Tungsten disilicide, WSi₂, is a stiff metallic solid. Here six programs calculate it in the same fixed cell, with the same density functional, and report how hard the cell pushes outwards and how hard its atoms are pushed off their places. Ansatz runs in two modes, which are counted here as two programs. The six differ in how they treat the inner electrons and in how finely they describe the outer ones. The questions below ask what such differences mean for someone who has to use the numbers.

Density-functional calculations (PBE) of WSi₂ (I4/mmm, 3 atoms) in one fixed cell, without spin polarisation, spin-orbit coupling or dispersion correction, on a 12×12×12 k mesh with Fermi-Dirac smearing of 0.05 eV. The basis column gives the plane-wave cutoff, or for Ansatz LAPW the target basis error. The pressure of Ansatz with PAW potentials leaves out the Pulay correction.

```
         program                              potentials                      basis  pressure (GPa)  largest force (eV/Å)  pressure less the median of the rows (GPa)
          Ansatz                              Ansatz PAW                     420 eV           3.240                 0.076                                      -0.100
     Ansatz LAPW  all electron LAPW, scalar relativistic  0.001 eV/atom basis error           3.260                 0.073                                      -0.080
           JDFTx          PseudoDojo SR PBE 0.5 standard                    1007 eV           3.330                 0.078                                      -0.010
          ABACUS     PseudoDojo NC SR 0.4.1 PBE standard                    1007 eV           3.340                 0.078                                       0.000
Quantum ESPRESSO                 SSSP 1.3 efficiency PBE                     748 eV           3.450                 0.081                                       0.110
            GPAW    GPAW PAW data sets (gpaw data 1.2.1)                     600 eV           3.980                 0.088                                       0.640
```

Pressure is positive when the cell would expand if released. The largest force is the strongest pull on any one atom, here on silicon along the long axis of the crystal. The last column measures each pressure from the median, which lies between JDFTx and ABACUS. The comparisons below start instead from the Ansatz LAPW row, because it replaces no atom by a simplified potential.

1. Why do all six programs find a positive pressure?

Because the cell is smaller than the one this functional prefers. Pressure is the downhill slope of the energy E with the volume V:

p = −dE/dV

At the preferred volume the slope is zero; in a smaller cell the energy falls on expansion, and p is positive. All six programs agree on this, so the sign belongs to the functional and the cell and not to any one potential.

The bulk modulus B, the stiffness against a change of volume, turns the pressure into a size. For WSi₂ it is roughly 220 GPa, a recalled value. For small changes the growth that would remove the pressure is

ΔV/V ≈ p/B = 3.26/220 ≈ 1.5 %

That is about 0.5 % on each edge, as an average over directions. The nuclei are held still in these calculations; in a real crystal their vibration adds a further small push outwards.

2. The total energies of the six runs differ by about 455 000 eV. How can the pressures nearly agree?

A slope doesn't depend on where the energy is counted from. The all-electron program includes the energy of the deepest tungsten electrons, the others leave most of it out, and GPAW counts from free atoms. These contributions are huge, but they hardly change when the neighbours move by a hundredth of an ångström, so they drop out of dE/dV.

JDFTx and ABACUS show this most clearly. They use two versions of the same family of potentials, and their total energies still differ by about 200 eV. Their pressures differ by 0.01 GPa. Total energies obtained with different potentials should therefore not be subtracted from each other, whereas pressures and forces can be compared directly.

What doesn't cancel is any fault that changes with the distance between atoms. A simplified atom must deflect the outer electrons just as the real atom does. If it does so slightly wrongly, the strength of the bonds varies a little differently with their length, and the slope changes.

3. Which program gives the largest pressure, and how large is the excess in energy?

GPAW, at 3.98 GPa. This is 0.72 GPa above the all-electron row, while the other four programs stay within 0.2 GPa of it. The excess looks large beside a pressure of about 3 GPa, but it stands for a very small energy.

Suppose the cell of 40.4 Å³ (three atoms of 13.48 Å³) grows by 1 %, or 0.40 Å³. Over that step the two energy curves part by

ΔE = Δp · ΔV = 0.72 GPa × 0.40 Å³ ≈ 0.29 GPa Å³ ≈ 0.0018 eV

since 1 eV/Å³ is about 160 GPa. An error in the energy that changes by under two thousandths of an electronvolt per cell over this step is enough. Pressure is thus a severe test of a potential or a basis, and a visible disagreement in pressure can go with energies that are good enough for most purposes.

4. Is GPAW then wrong by 22 %?

It lies 22 % above the all-electron pressure in this cell, but the percentage is a poor measure of the error. Think of two springs of equal stiffness and slightly different natural length, both clamped to the same shorter length. The longer spring pushes harder by a fixed amount, the stiffness times the difference in natural length. Let both out until the shorter one is relaxed, and the fixed amount is still there, while the percentage has grown without limit.

The crystal behaves in the same way as long as the volume changes little and the programs agree on the stiffness. The useful measure is then the shift of the preferred volume, Δp/B. For GPAW it is 0.72/220, about 0.3 % in volume or 0.1 % on an edge. For a lattice constant this is a small error. For the absolute pressure in a cell of prescribed size, it is not.

5. Does a shifted volume also explain the differences in force?

Not on its own. If a program merely preferred a slightly larger crystal, it would see this cell as a little more compressed than the all-electron program does. Pressure and force would then both change, and always in the same proportion. A straight line through zero, fitted by least squares to the differences of the five other programs from the all-electron row, gives 23 meV/Å of force for each GPa of pressure.

This slope is only fitted. How the force really changes in a smaller cell would take a run at a second volume, so the table can't say how much of the differences a shifted volume explains. It does show that one common proportion isn't enough: the line mainly follows GPAW and misses the rest. For Quantum ESPRESSO, which was part of the fit, it gives 4 meV/Å where the table has 8. Ansatz with PAW potentials has almost the same pressure as the all-electron row, so the line gives almost no difference in force, where the table has 3 meV/Å.

This is where the picture of the spring ends. A spring has one length, whereas this crystal can also change its shape and slide its silicon atoms along the long axis, and a potential can err differently in each. All five programs with simplified atoms give a larger force than the all-electron one. If the line may start from a common offset, it fits much better, with an offset of about 4 meV/Å. Two constants for five rows are weak evidence, however, and the offset could come from the simplified atoms or from the all-electron run itself.

In distance these forces are tiny. With the stiffness of the silicon vibration, roughly 11 eV/Å² as recalled, the all-electron force of 0.073 eV/Å corresponds to a displacement of about 0.007 Å. The extra force in GPAW adds about 0.001 Å. If the atoms were relaxed in this fixed cell, their positions would hardly show which program had moved them.

6. Why does GPAW stand apart?

A different electronic state is unlikely to be the reason. Measured from the Fermi energy, the lowest of the levels compared at the centre of the Brillouin zone agrees within 0.013 eV among all six programs. This is what one expects if they all describe the same metal.

Nor is it enough to say that GPAW keeps the inner electrons frozen. The other four programs with simplified atoms do so too, with the same 22 outer electrons per cell, and they stay close to the all-electron pressure. The likeliest sources left are the particular data set for tungsten or silicon and the numerical resolution of the run at 600 eV. The table can't tell these two apart. Too few plane waves alone would normally lower the pressure, as question 7 explains, so a fault of resolution would more likely enter in another way, for instance through the grid.

A short series of runs could. Repeat the GPAW calculation with a higher cutoff and a finer grid, and keep the data sets. If the pressure moves towards 3.3 GPa, the resolution was at fault; if it settles near 4 GPa, the data sets are the likely source. Until then the excess belongs to this combination of data sets and settings, and it is no verdict on the program.

7. Which digits can be trusted?

That depends on what the digits are meant to show. The agreement of JDFTx and ABACUS to 0.01 GPa shows that two independent programs solve nearly the same equations equally well. It doesn't show that their shared family of potentials is accurate to 0.01 GPa, and both lie 0.07 to 0.08 GPa above the all-electron row. That row isn't exact either: its basis error of about 0.001 eV per atom is 0.003 eV per cell, and how much of this changes with the volume isn't tested here.

The two Ansatz rows differ by only 0.02 GPa, and their order has no meaning. When a cell is stretched with a fixed set of plane waves, the waves stretch too and resolve less detail. The energy then rises artificially, and the pressure comes out too low. For Ansatz with PAW potentials the correction for this, which the table leaves out, is 0.05 GPa, enough to reverse the order.

For a comparison between programs, then, the first decimal is already uncertain by one or two units, and in GPAW by seven. The second decimal is useful only within one program at fixed settings. None of this measures the errors that all six rows share, such as those of the functional, the k mesh and the smearing. Agreement between the rows can't reveal them.

8. What would change with another element or another setting?

The conversion from pressure to volume changes with the stiffness. In a crystal ten times softer, an excess of 0.7 GPa would mean 3 % in volume instead of 0.3 %. Whether the excess would be as large there is another matter, because it may depend on the potentials of the particular elements, on the settings, or on both. Replace tungsten by molybdenum, its lighter relative, and the solid stays stiff, but each program with simplified atoms brings a new molybdenum potential with its own small fault. The order of the programs found here shouldn't be carried over.

A change of setting should be tested on the quantity that is needed. An energy that seems settled to a few thousandths of an electronvolt may still leave some tenths of a GPa open, as the estimate under question 3 shows.

In practice, take a whole curve of pressure against volume from one program with one set of potentials. Over a modest range of volumes its fault should shift the curve almost evenly, so that differences along the curve remain good. If one point came from GPAW and the next from Quantum ESPRESSO, the curve would have a step of about 0.5 GPa (3.98 − 3.45) that no crystal has. Where the absolute pressure matters, compare one volume with an all-electron calculation first.
